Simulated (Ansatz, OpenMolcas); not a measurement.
## CH3BO (Borane carbonyl): methods side by side

CH3BO: 6 atoms, total charge 0, spin state singlet. As SMILES, `[BH3-]C#[O+]`. The coordinates come from a PBE0-D4/def2-TZVP relaxation.

Each level gives the vertical energy of the triplet above the singlet (eV). The values are calculated.

```tsv
level	kind	program	value (eV)
SVWN5/def2-TZVP	LDA	Ansatz	6.24
BLYP/def2-TZVP	GGA	Ansatz	6.16
PBE/def2-TZVP	GGA	OpenMolcas	6.16
B3LYP/def2-TZVP	global hybrid	Ansatz	?
M06-2X/def2-TZVP	hybrid meta-GGA	OpenMolcas	?
PBE0/def2-TZVP	global hybrid	OpenMolcas	6.24
CAM-B3LYP/def2-TZVP	range-separated hybrid	Ansatz	6.30
CCSD(T)/def2-TZVP	coupled cluster or CI	Ansatz	6.67
```

(1) Estimate what the levels marked ? give.

Results:

(1) As computed at these levels: B3LYP/def2-TZVP: 6.26 eV; M06-2X/def2-TZVP: 6.53 eV. The values span 6.16 to 6.67 eV.

Every level puts the vertical triplet more than 6 eV above the singlet, as expected for a closed-shell donor–acceptor adduct. The carbon lone pair of CO is tied up in the dative bond to boron, which fills the empty orbital of BH3, so no low-lying non-bonding electrons or vacant boron p orbital remain. The lowest triplet probably promotes an electron from B–H bonding orbitals of π symmetry into the C–O π* orbitals, weakening bonding in both fragments.

All the density functionals fall below the coupled-cluster value of 6.67 eV, with M06-2X closest at 6.53 eV. The gap widens from BLYP to B3LYP and from PBE to PBE0, probably because exact exchange favours the triplet less than semilocal exchange does here. Yet the ordering does not simply follow the sophistication of the functional: SVWN5 matches PBE0 at 6.24 eV. The large vertical gap does not establish that the adduct is strongly bound, since loss of CO on the singlet surface is governed by the strength of the dative bond.
